## Where the last electron goes: levels of hafnium nitride across the zone

Hafnium nitride is a hard, refractory compound that conducts like a metal. Its rock-salt crystal surrounds each Hf atom with six N atoms, and each N atom with six Hf atoms. The table follows its electron levels through a density-functional calculation without spin polarisation or spin-orbit coupling.

Electron levels of rock-salt HfN (two-atom cell) at points of a Γ-centred 11×11×11 k mesh, counted from the Fermi energy. Calculated with OpenMX 3.8.5 using the PBE functional, OpenMX 2013 PBE pseudopotentials and the standard numerical atomic orbitals, without spin polarisation or spin-orbit coupling, and with Fermi–Dirac smearing of 0.05 eV.

```
point a (reciprocal cell vector)  point b (reciprocal cell vector)  point c (reciprocal cell vector)  level point (row)  level under 4 (eV)  level under 3 (eV)  level under 2 (eV)  level under 1 (eV)  level over 1 (eV)  level over 2 (eV)
                         -0.4545                           -0.4545                           -0.4545                  1             -14.791              -8.699              -6.087              -6.087              3.033              3.713
                         -0.4545                           -0.4545                            0.0909                  2              -5.326              -4.577              -3.885              -2.830              4.589              5.297
                         -0.2727                           -0.2727                           -0.2727                  3             -16.012              -6.749              -5.169              -5.169              0.764              1.685
                         -0.1818                           -0.1818                            0.0000                  4              -6.068              -3.687              -3.682              -1.662              1.997              2.008
                         -0.1818                           -0.0909                           -0.0909                  5             -16.950              -4.782              -4.177              -3.665              0.017              0.096
                         -0.0909                           -0.0909                           -0.0909                  6              -3.806              -3.480              -3.480              -0.102              0.006              0.006
                          0.0000                            0.0000                            0.0000                  7              -3.038              -0.281              -0.263              -0.263              2.036              2.036
```

Each row is one k point, that is, one pattern in which the phase of an electron wave changes from cell to cell. Level point 7 is Γ, where all cells are in phase. Points 6, 3 and 1 lie on the line from Γ towards the zone point L, with point 1 close to L. Point 4 lies on the line from Γ to X, point 2 close to X, and point 5 on the line from Γ to K. Energies are counted from the Fermi energy: "level under 1" is the first level below it and "level over 1" the first above.

### 1. How many electrons are left for the hafnium d bands?

The calculation treats 12 electrons of Hf and 5 of N, 17 in all; the filled Hf 4f shell is frozen in the pseudopotential core. Eight bands lie lowest: four from the Hf 5s and 5p shells, one from N 2s and three from N 2p. They take 16 electrons. One electron per formula unit remains, and it enters bands built mainly from Hf 5d.

This count also tells how to read the columns. The table gives no orbital characters, so the labels used below are inferred from the count, from equal levels and from symmetry. Near L the d bands are empty, so "level under 1" is an N 2p level. At Γ three d levels lie below the Fermi energy, and the highest N 2p level has moved to "level under 4". A jump down a column is therefore often a change of band, not a steep band.

### 2. Near L the levels next to the Fermi energy are 9.12 eV apart. Is this a band gap?

No. A band gap must be free of levels at every k point, and near X a d level lies at −2.83 eV, well below the Fermi energy. The same d bands are thus occupied in one part of the zone and empty in another. That is what makes a metal.

The electron count alone would have settled the matter. Each band holds two electrons per cell, so 17 electrons fill eight and a half bands when both spins are treated alike. HfN in this calculation conducts because of its composition, and it needs no impurities to supply carriers.

### 3. Why do the N 2p levels lie deeper near L than at Γ?

On the way from Γ to L, a pair of N 2p levels of equal energy sinks from −3.04 to −6.09 eV. The main reason very likely lies in the signs with which nitrogen and hafnium orbitals meet. Consider a Hf atom with one N atom on its left and one on its right. A d orbital has the same sign on both sides of the Hf atom.

At Γ the p orbitals of both N atoms point the same way, say to the right. The left one turns its positive lobe towards Hf, the right one its negative lobe. One contact is bonding and the other antibonding, so the two cancel. Symmetry makes this cancellation exact: N 2p and Hf 5d do not mix at Γ.

At L the p orbitals on opposite sides of each Hf atom point in opposite directions. Both now turn the same sign towards the metal, and the two contacts reinforce each other. Mixing pushes the filled N 2p levels down and the d levels up. The part of the bond that comes from mixing of N 2p with Hf 5d thus draws its strength from regions of the zone away from Γ.

### 4. Does bonding to nitrogen also split the d levels at Γ?

At Γ the d levels form a lower group of three, called t2g, and an upper pair, called eg. They are 2.3 eV apart. The eg orbitals point straight at the N neighbours and the t2g orbitals point between them. In a molecular complex, such a splitting can be explained by stronger mixing of eg with the neighbours' orbitals, which pushes it up.

Here that explanation fails for the p orbitals, because the cancellation just described applies to both groups. The N 2s orbitals do not help either, since at Γ they surround Hf with equal signs on all six sides and find no match in any d orbital. What mainly remains is direct overlap between Hf atoms, together with the electric field of the surroundings. The table does not divide the splitting between these two.

### 5. Can a simple estimate reproduce the sinking N 2p pair?

Take two levels a distance D apart and let them mix with strength M. The lower one then drops by an amount x that obeys x(x + D) = M². On the line from Γ to L, the two contacts of question 3 add up to a mixing M = W sin(πκ). Here κ is the size of any of the three point coordinates, and W is a constant.

The strongest partner should be the eg pair, whose lobes point at nitrogen. At Γ it lies D = 2.036 + 3.038 = 5.07 eV above the N 2p level. The constant W is set by one row, point 1, where the drop is 3.05 eV:

M² at point 1 = 3.05 × (3.05 + 5.07) = 24.8 eV²

At point 3 the squared sine is 0.58 times as large, which gives M² = 14.4 eV². Solving for the drop:

x = √(2.54² + 14.4) − 2.54 = 2.03 eV

The calculation gives 2.13 eV at this point, which played no part in setting W, so the estimate is 5% low. At point 6, close to Γ, it is about one sixth too small. Direct hopping between N atoms, taken alone and set by the same row, would make the drop follow the squared sine itself. It does worse at both points.

A third version is instructive. If t2g replaces eg as the partner, the agreement becomes almost perfect at both points. Yet on the line from Γ to X there is an N 2p pair that by symmetry can mix with t2g but not with eg. For that pair, at point 4, the t2g version predicts a drop of 2.7 eV, and the calculation shows 0.64 eV. Hopping between N atoms differs on the two lines, but it would have to make up about 2 eV. The closest fit therefore very likely names the wrong main partner, and W is best read as a lump of several effects. One of them is expected to come from the filled Hf 5p shell, which pushes the N 2p levels up at Γ and by symmetry cannot do so at L.

### 6. Why does a d band sink towards X while the d levels rise towards L?

From the t2g level at Γ, the lowest d level falls by 2.6 eV on the way to point 2 and rises by 3.3 eV on the way to point 1. The falling band is made of the t2g orbital that lies flat in the planes perpendicular to the line from Γ to X. A quarter turn about this line reverses the sign of the orbital. No combination of N 2s or 2p orbitals behaves in this way, so the band escapes the upward push from nitrogen along the whole line.

What moves it is contact between Hf atoms in neighbouring planes. At Γ these planes are in phase, and the sideways overlap of their flat d orbitals is antibonding. At X the phase alternates from plane to plane and the same overlap becomes bonding. The result is a valley near X, which holds the lowest d level in the table.

Towards L there is no such escape. The lowest empty level there is single and is read here as mainly d, though Hf 6s has the same symmetry on this line and can mix in. It finds an N 2p level of the same symmetry below it, and mixing with that level pushes it up. Contact between Hf atoms changes along this line too, but the levels alone don't reveal how much it adds or takes away.

The picture of Hf–Hf contact holds in direction, not in detail. If only nearest Hf neighbours mattered and their orbitals were orthogonal, the band would follow a cosine between Γ and X. A cosine drawn through point 7 and point 2, which lies slightly off the line, puts the level at point 4 at −1.0 eV. The calculation has it at −1.66 eV. A plausible cause is that neighbouring orbitals overlap and are not orthogonal, which bends the band below a plain cosine. More distant Hf atoms are expected to add little: the nearest of them on the line meet this flat orbital face to face, a weak contact that would raise the level at point 4, not lower it. Part of the miss may also come from point 2: off the line, nitrogen can push the level up and the bonding contact between Hf atoms within a plane weakens, so the cosine ends too high. None of these causes is tested here.

### 7. Which digits can be trusted, and would a smaller smearing matter?

Symmetry supplies a test. Without spin-orbit coupling, the three t2g levels at Γ must be equal in a cubic crystal, yet they are printed 0.018 eV apart. This is a numerical error, so the third decimal carries no physics and the second is doubtful. The test is blind to errors that keep the symmetry, such as those of a limited basis, and these may be larger. Distances of several eV, on which the answers above mainly rest, are hardly touched by a splitting of this size.

The levels just above the Fermi energy at points 5 and 6 are no farther from it than this splitting. With the smearing used they are also 42% and 47% filled, so calling them "over" is only a label. If the smearing width were cut to 0.01 eV and the levels stayed put, the filling at point 5 would fall to 1/(1 + e^1.7), or about 15%. The valley near X would remain full.

Spin-orbit coupling would matter more. In an element as heavy as hafnium it typically splits such a t2g level by some tenths of an eV. That is enough to rearrange the levels around the Fermi energy near Γ, but far too little to empty the valley near X.

### 8. What would happen with one electron fewer?

Suppose the metal is replaced by one with one valence electron fewer, and the bands keep their shape. Sixteen electrons then just fill the eight lower bands. The Fermi energy drops to the narrow region between the top of the N 2p levels at Γ and the bottom of the d valley near X. In the table these two are only 0.2 eV apart.

So small a distance doesn't decide between a semiconductor and a poor metal. X itself is not among the points. For the reasons given in question 6 the valley is expected to reach deeper there, possibly below the top of the N 2p levels. The functional used also tends to place empty levels too close to filled ones. The argument does show where to look: the smallest separation runs from Γ to X, not straight up at one k point. Scandium nitride, which has this electron count, is indeed known as a semiconductor with a small gap of that kind.
